# Angular and quadratic error bounds for auxiliary sets

**Conventions.** Hartree atomic units, one-component real orbitals of pure angular momentum on one centre, and $(\rho|\sigma)=\iint \rho(1)\,r_{12}^{-1}\sigma(2)$. $l_{\rm occ}$ is the highest occupied angular momentum, $l_{\rm act}\le l_{\rm occ}$ the highest among correlated occupied orbitals, and $L$ the highest in the orbital basis. Indices $i,j,k,l$ in kets and brackets are occupied orbitals, $a,b$ virtual ones and $p,q,r,s$ general ones. "Exact at $l_{\max}$" assumes radial completeness in every channel up to $l_{\max}$.

## Statements

**A. Quadratic error.** If products are fitted in the Coulomb metric, with residuals $\delta_{pq}=pq-\widetilde{pq}$, then
$$(pq|rs)-(\widetilde{pq}|\widetilde{rs})=(\delta_{pq}|\delta_{rs}),\qquad |(\delta_{pq}|\delta_{rs})|\le\sqrt{(\delta_{pq}|\delta_{pq})(\delta_{rs}|\delta_{rs})}.$$
An integral is exact as soon as one of its two products is fitted exactly.

**B. Fitting.** The Coulomb energy and matrix need even $l\le 2l_{\rm occ}$ at most, and only $l=0$ when all shells are closed. The exchange energy needs $l\le 2l_{\rm occ}$. The integrals $(ia|jb)$ of MP2 and direct RPA need $l\le L+l_{\rm act}$.

**C. Resolution of the identity (RI).** In the F12 three-electron integrals over occupied orbitals the RI terminates at $2l_{\rm act}+l_{\rm occ}$, which is $3l_{\rm occ}$ when the shell of highest $l$ is correlated.

## Comparison of atoms

The input for $L$ is the typical pattern of correlation-consistent families, $L=X-1+l_{\rm occ}$ for cardinal number $X$: the triple-zeta set ($X=3$) ends at d, f, g, h for H, Mg, Zn, Yb. Configurations are H$^-$ $1s^2$, Mg [Ne]$3s^2$, Zn [Ar]$3d^{10}4s^2$, Yb [Xe]$4f^{14}6s^2$ and Yb$^{3+}$ [Xe]$4f^{13}$.

| System | $l_{\rm occ}$ | $l_{\rm act}$ | $L$ (TZ) | Coulomb | Exchange | MP2/RPA, TZ | MP2/RPA, QZ | F12 RI |
|---|---|---|---|---|---|---|---|---|
| H$^-$ | 0 | 0 | 2 | 0 | 0 | 2 | 3 | 0 |
| Mg, 2p correlated | 1 | 1 | 3 | 0 | 2 | 4 | 5 | 3 |
| Zn, 3d correlated | 2 | 2 | 4 | 0 | 4 | 6 | 7 | 6 |
| Yb, 4f correlated | 3 | 3 | 5 | 0 | 6 | 8 | 9 | 9 |
| Yb, 6s only | 3 | 0 | 5 | 0 | 6 | 5 | 6 | 3 |
| Yb$^{3+}$, one pure-$m$ hole | 3 | 3 | 5 | 6 | 6 | 8 | 9 | 9 |

The trend follows from counting occupied orbitals in each vertex. With $l_{\rm act}=l_{\rm occ}$ the MP2 bound is $X-1+2l_{\rm occ}$. It rises by one unit per cardinal number and by two per unit of $l_{\rm occ}$, because $l_{\rm occ}$ enters through the occupied orbital and through $L$. The F12 bound is independent of $X$ and rises by three. It exceeds the MP2 bound when $l_{\rm occ}>X-1$, which in the table happens only for ytterbium with correlated 4f at TZ. It exceeds $L$ by $2l_{\rm occ}-X+1$, so at TZ the complementary auxiliary set needs no new angular momenta for H$^-$ or Mg, two more for Zn and four more for Yb. Freezing everything below Yb 6s lowers the F12 bound to 3 and not to 0, since the projector still runs over the 4f shell.

## Cost of stopping below the bound

A closed shell $l^{4l+2}$ has the intrashell exchange energy
$$E_x=-\sum_{k=0,2,\dots}^{2l} w_kF^k,\qquad w_k=(2l+1)^2\begin{pmatrix}l&k&l\\0&0&0\end{pmatrix}^2 ,$$
with Slater integrals $F^k$. An auxiliary set without channel $k$ loses the term $w_kF^k$ at fixed orbitals, and this term is $\sum_{ij}(\delta_{ij}|\delta_{ij})$. As a model take nodeless orbitals $r^{l}e^{-\zeta r}$, for which every $F^k$ is proportional to $\zeta$ and the shares are independent of it.

| Shell | $F^0,F^2,\dots$ in units of $\zeta$ | $w_0,w_2,\dots$ | shares of $E_x$ (%) | $w_{2l}F^{2l}/\zeta$ |
|---|---|---|---|---|
| $2p^6$ (Mg) | 0.3633, 0.1758 | 3, 6/5 | 83.8, 16.2 | 0.211 |
| $3d^{10}$ (Zn) | 0.2581, 0.1363, 0.0889 | 5, 10/7, 10/7 | 80.1, 12.1, 7.9 | 0.127 |
| $4f^{14}$ (Yb) | 0.2009, 0.1126, 0.0752, 0.0556 | 7, 28/15, 14/11, 700/429 | 78.0, 11.7, 5.3, 5.0 | 0.091 |

In each atom the listed shell is the only one of angular momentum $l_{\rm occ}$, so the last column is the whole loss in channel $2l_{\rm occ}$. The top share falls slowly for two reasons. The angular ratio $w_{2l}/w_0$ is 0.400, 0.286 and 0.233 and tends to $(2\pi l)^{-1/2}$. The radial ratio $F^{2l}/F^0$ is 0.484, 0.344 and 0.277, because the kernel $r_<^k/r_>^{k+1}$ is independent of $k$ at $r_1=r_2$ and nodeless high-$l$ shells are radially narrow relative to their radius. The series in $k$ therefore stops abruptly, without decaying to a negligible size first.

For Yb let $\zeta=5.5\,a_0^{-1}$, chosen so that the model's $F^2=0.62\,E_h$ has the typical Hartree–Fock size of about $0.6\,E_h$. Omitting i functions ($l=6$) raises the model's energy by $0.50\,E_h$. This cancels between states that keep the same $4f^{14}$ shell, but not when the occupation changes. With Coulomb and exchange fitted in the same set, the coefficient of $F^6$ is $-49$ for $f^{14}$ and $-42$ for $f^{13}$ in units of $100/3003$. The frozen-orbital 4f ionization energy of the model drops by $0.07\,E_h$, about 2 eV. Contraction of the shell in the ion matters here: each 1 % increase of the ion's $F^6$ reduces the shift by 6 %, so one figure is all the model supports.

## Proofs

**A.** Minimizing $(\delta_{pq}|\delta_{pq})$ over $\widetilde{pq}=\sum_P c_P P$ gives $(P|\delta_{pq})=0$ for every auxiliary function $P$. In $(\widetilde{pq}+\delta_{pq}|\widetilde{rs}+\delta_{rs})$ both cross terms vanish because fitted products lie in the span of the $P$. The Coulomb kernel is positive definite, with Fourier transform $4\pi/q^2$, so the Cauchy–Schwarz inequality gives the bound.

Signs follow at fixed orbitals and orbital energies. The fitted Coulomb energy lies below the unfitted one and the fitted exchange energy $-\sum_{ij}(ij|ij)$ above it. In direct RPA the correlation energy is a frequency integral of ${\rm Tr}[\ln(1+Q)-Q]$, with $Q=\Pi^{1/2}K\,\Pi^{1/2}$, $K_{ia,jb}=(ia|jb)$ and $\Pi$ positive diagonal. $K-\tilde K$ is the Gram matrix of the residuals, so fitting raises no eigenvalue of $Q$. Since $\ln(1+x)-x$ decreases for $x>0$, the fitted energy is an upper bound to the unfitted one. The MP2 error is linear in the integral errors, hence second order in the residuals, and this argument does not fix its sign because of the exchange term.

As a radial example, fit a unit-charge s Gaussian of exponent $\alpha$ by one of exponent $\beta$, using $(\alpha|\beta)=2\sqrt{\alpha\beta/[\pi(\alpha+\beta)]}$. With $t=\ln(\beta/\alpha)$ the relative error of the self-repulsion is
$$1-\frac{(\alpha|\beta)^2}{(\alpha|\alpha)(\beta|\beta)}=1-{\rm sech}\frac t2\approx\frac{t^2}{8}.$$
Fixing the coefficient by the charge and evaluating $(\tilde\rho|\tilde\rho)$ gives the relative deviation $e^{t/2}-1\approx t/2$. For $\beta/\alpha=1.2$ the two are 0.0041 and 0.095.

**B.** A product $Y_{l_1m_1}Y_{l_2m_2}$ contains $Y_{km}$ only for $|l_1-l_2|\le k\le l_1+l_2$ with $l_1+l_2+k$ even. The top channel is present in the products of two full shells, since
$$\begin{pmatrix}l_1&l_2&l_1+l_2\\0&0&0\end{pmatrix}^2=\frac{(2l_1)!\,(2l_2)!}{(2l_1+2l_2+1)!}\binom{l_1+l_2}{l_1}^2>0 .$$
The Coulomb kernel is diagonal in $km$, so each channel is fitted separately. Products $ij$ end at $2l_{\rm occ}$ and correlated products $ia$ at $L+l_{\rm act}$. A restricted density built from orbitals of definite parity is even. For a closed shell $\sum_m|Y_{lm}|^2=(2l+1)/4\pi$ leaves $k=0$, while one f hole contributes $-|Y_{3m}|^2$, which reaches $k=6$. By A, an exact $\rho$ makes every $(pq|\rho)$ exact, and exact products $ij$ make $K_{ai}=\sum_j(aj|ij)$ exact, so the self-consistent occupied orbitals are unchanged at $2l_{\rm occ}$. The virtual block $\sum_j(aj|bj)$ needs $L+l_{\rm occ}$.

For the weights, the one-spin density matrix of the shell is $R(r_1)R(r_2)(2l+1)P_l(\cos\omega)/4\pi$, with $\omega$ the angle between $\mathbf r_1$ and $\mathbf r_2$. Inserting $r_{12}^{-1}=\sum_k r_<^k r_>^{-k-1}P_k(\cos\omega)$ into $E_x=-\iint\gamma^2/r_{12}$ gives $w_k=\tfrac12(2l+1)^2\int_{-1}^1P_l^2P_k\,dx$, which equals the 3j form. Removing one electron removes a spherical Coulomb interaction and the exchange $w_kF^k/(2l+1)$, which turns 49 into 42. For the model orbital, with $n=l+1$ and $x,y=2\zeta r$,
$$F^k=\frac{4\zeta}{[(2n)!]^2}\int_0^\infty dx\,x^{2n-k-1}e^{-x}\int_0^x dy\,y^{2n+k}e^{-y}.$$

**C.** With $g=r_{12}^{-1}$, geminal factor $f$, active $i,j,k,l$ and the projector $\hat O_1=\sum_m|m\rangle\langle m|$ over all occupied orbitals,
$$\langle ij|g_{12}\hat O_1f_{12}|kl\rangle=\sum_m\langle ijm|g_{12}f_{23}|mlk\rangle=\sum_m\langle u_m|v_m\rangle,$$
where $u_m=\phi_j(2)\int\phi_i\phi_m\,g_{12}\,d1$ and $v_m=\phi_l(2)\int\phi_m\phi_k\,f_{23}\,d3$. Both kernels depend on a distance only, so each potential keeps the angular momenta of its source, at most $l_{\rm act}+l_{\rm occ}$. Multiplication by $\phi_j$ or $\phi_l$ adds $l_{\rm act}$. An RI projector $\hat P$ on electron 2 leaves the error $\langle(1-\hat P)u_m|(1-\hat P)v_m\rangle$, again bilinear in residuals, now in the overlap metric, and zero once $\hat P$ is complete up to $2l_{\rm act}+l_{\rm occ}$. For Yb the chain $3\otimes3\to6$, $6\otimes3\to9$ has squared 3j symbols $100/3003$ and $84/4199$, so $l=9$ is reached.

**Limits.** If a virtual orbital replaces $m$, the same counting gives $L+2l_{\rm act}$. A term such as $\langle ij|f_{12}\hat K_1f_{12}|kl\rangle$, resolved on both electrons, restricts only the coupled angular momentum and does not terminate. In molecules, A holds unchanged, but products of orbitals on different centres contain all $l$ about either centre, so B and C describe only the one-centre part.